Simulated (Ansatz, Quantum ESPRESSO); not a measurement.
# SCF iterations and wall time for a 5-layer Ir(111) slab in PBE: four eigensolvers and three mixing modes

Iridium is a 5d transition metal with a partly filled d band, so its close-packed (111) slab has many states at the Fermi level and screens charge strongly. All ten members are this same slab; only the eigensolver and the density mixing differ. The question is which pair reaches the SCF threshold soonest, counted in iterations and in wall time. The vacuum level over the Fermi level, taken relative to the run with david, local-TF mixing, beta 0.4 and history 8, shows whether the runs end in the same state.

The fewest iterations, 13, are reached by rmm-davidson and by cg, both with local-TF mixing, and rmm-davidson also has the shortest time, 100 s. The row that does not fit is TF mixing, with 44 iterations.

## How the numbers were made

Metal slabs of 5 layers at the tabulated measured lattice constant, atoms as built and not relaxed. Quantum ESPRESSO 7.5 (pw.x), PBE, Marzari-Vanderbilt smearing of 0.02 Ry, SCF threshold 1e-7 Ry, no spin-orbit coupling, open boundaries by the effective screening medium. Eigensolver, mixing mode, factor and history are varied as named in the rows; SG15 norm-conserving pseudopotentials, cutoff 60 Ry, mesh 12×12×1, 5 atoms. Times are wall times on a shared host (Arm Neoverse V2), 4 cores.

Notes on method and selection:

- Times on a shared host are rough; settings that did not converge within 80 iterations are not listed.
- Runs in which the search for lower states was switched off are not listed.
- Runs that did not converge, have known faults or may not be shown are not listed, and runs on Ansatz's PAW sets soft_1 and soft_2 are kept to separate tables.

Columns:

- level change (meV): vacuum level over the Fermi level (over the highest filled level on the mesh for layers with a gap there) less that of the run 'david, local-TF mixing, beta 0.4, history 8'.
- iterations: SCF iterations.

Input lines of one member:

```
&control
  calculation = 'scf'
  tprnfor = .true.
/
&system
  ibrav = 0
  nat = 5
  ntyp = 1
  ecutwfc = 60
  ecutrho = 240
  occupations = 'smearing'
  smearing = 'mv'
  degauss = 0.02
  assume_isolated = 'esm'
  esm_bc = 'bc1'
```

Command (options for logging and memory left out): `pw.x -in input`

## Computed values

| member | level change (meV) | iterations | wall time (s) |
| --- | --- | --- | --- |
| david, TF mixing, beta 0.4, history 8 | −1.2 | 44 | 230 |
| david, local-TF mixing, beta 0.7, history 8 | −0.7 | 21 | 170 |
| david, local-TF mixing, beta 0.2, history 8 | −0.6 | 20 | 160 |
| david, plain mixing, beta 0.7, history 8 | −0.5 | 19 | 150 |
| david, local-TF mixing, beta 0.4, history 8 | 0.0 | 18 | 160 |
| david, plain mixing, beta 0.4, history 8 | −0.6 | 18 | 150 |
| david, local-TF mixing, beta 0.4, history 4 | −0.5 | 16 | 140 |
| paro, local-TF mixing, beta 0.4, history 8 | 0.1 | 14 | 300 |
| cg, local-TF mixing, beta 0.4, history 8 | 1.6 | 13 | 120 |
| rmm-davidson, local-TF mixing, beta 0.4, history 8 | −1.0 | 13 | 100 |

## The trend and its physics

With TF mixing set aside, the six david runs take 16 to 21 iterations. Within local-TF mixing, beta 0.2, 0.4 and 0.7 give 20, 18 and 21, and shortening the history from 8 to 4 gives 16 instead of 18. We build no rule on steps of one to three iterations between single runs.

The mixing mode matters at the start. For a density wave of wave number G, simple mixing multiplies the remaining error by 1 − β·ε·P per iteration, where β is the mixing factor, ε the dielectric response of the slab and P the preconditioner (P = 1 for plain mixing). In a metal ε is large for long waves, so plain mixing overshoots and its estimated error rises steeply after the first iteration. Local-TF mixing makes P small where the density is high, and the error drops from the start. Both nevertheless finish in 18 iterations at beta 0.4. A likely reason is that a thin slab has few such long waves, and the stored history soon corrects them.

The eigensolver makes a clearer difference. With local-TF mixing, beta 0.4 and history 8 held fixed, david takes 18 iterations, paro 14, and cg and rmm-davidson 13. The david run keeps pace at first and falls behind in the last stretch, where small errors left in the eigenstates can spoil the density differences that the mixing learns from.

The TF row uses david, beta 0.4 and history 8. Its two sister rows, plain and local-TF, both give 18, so about 18 iterations were to be expected.

## Departures from the trend

The paro run is ordinary in iterations but not in time: 300 / 14 = 21 s per iteration, against 160 / 18 = 8.9 s for david with the same mixing. Its saving in iterations is more than spent on the work inside each one.

The cg run has the largest level change, 1.6 meV. The SCF threshold limits an energy error that is of second order in the density error, whereas the level follows the density to first order, so differences of about 1 meV are expected and carry no surface physics. As far as this level can tell, all ten runs end in the same state.

## Cost

Against the 100 s of rmm-davidson, paro takes 300 / 100 = 3.0 times as long and david with TF mixing 230 / 100 = 2.3 times. These two gaps are wide enough to trust on a shared host. The extra time buys nothing, since all runs meet the same threshold.

The remaining rows lie between 100 and 170 s, a ratio of 1.7 at most, so their order in time is not firm. That includes the lead of rmm-davidson over cg, at 120 s, and over david with the same mixing, at 160 s. We would start with rmm-davidson because it has the shortest time and shares the lowest iteration count, and keep cg as an equivalent second choice.

## Suspects and checks

The TF run needs 44 − 18 = 26 iterations more than its sister rows. The numerical settings come first.

- **Mixing factor:** in the local-TF rows it moves the count by at most 21 − 18 = 3.
- **History:** halving it changes the count by 18 − 16 = 2, downwards.
- **Eigensolver:** replacing david saves at most 18 − 13 = 5.
- **Another electronic state:** the level differs from the reference by only −1.2 meV, which speaks against it.
- **Overshoot:** this is unlikely, because the estimated error of the TF run never rises above its first value, unlike that of plain mixing. The run looks slow, not unstable.

Even added together, the first three give 3 + 2 + 5 = 10, well short of 26, though these effects were measured with local-TF mixing (history and solver at beta 0.4) and could be larger with TF mixing.

The physical suspect is the preconditioner itself. TF mixing uses one screening constant k for the whole cell, P = G² / (G² + k²). With rough values of k = 2 Å⁻¹ and G = 0.3 Å⁻¹ for a long wave along the surface normal, P = 0.3² / (0.3² + 2²) ≈ 0.02. In a bulk metal the large ε offsets this. Density changes at the surfaces and in the vacuum meet a far weaker response than those inside the metal, so for them β·ε·P can stay well below one and the long waves are corrected too slowly. The sign agrees with the excess.

Three checks, cheapest first:

1. TF mixing with beta 0.7, one slab run. A fall by much more than 3 iterations would point to steps that are too small overall. Little change would point to the way P depends on G.
2. TF mixing with rmm-davidson, also one slab run. A count near 44 − 5 = 39 would leave the preconditioner as the cause; a count near 13 would mean that TF mixing is unusually sensitive to errors in the eigenstates.
3. TF and local-TF mixing in a periodic six-layer bulk cell without vacuum or open boundaries, two runs. Similar counts would put the blame on the slab geometry, that is, the surfaces, the vacuum or the open boundaries. A persistent lag of TF mixing would mean that its screening constant is unsuitable for the metal too.

## What to take away

For this slab, local-TF mixing with beta 0.4 and history 8 works best with rmm-davidson or cg, and TF mixing is to be avoided. The three alternative solvers appear only with that mixing, and settings that failed within 80 iterations are not listed, so the table does not show how safe neighbouring choices are.

Two effects lie outside the table. In a cell filled with metal, doubling the length raises the response to the longest wave roughly fourfold, which makes plain mixing overshoot more; added vacuum alone does not do this. For the level itself, PBE commonly places the work function of late transition metals a few tenths of an eV too low, while the solver settings move it by only 1.6 + 1.2 = 2.8 meV.

[Logs are printed without paths, hosts, clocks, repeated set-up lines and the standing remarks that a program may print on its own settings, such as how far it seeks lower states.]
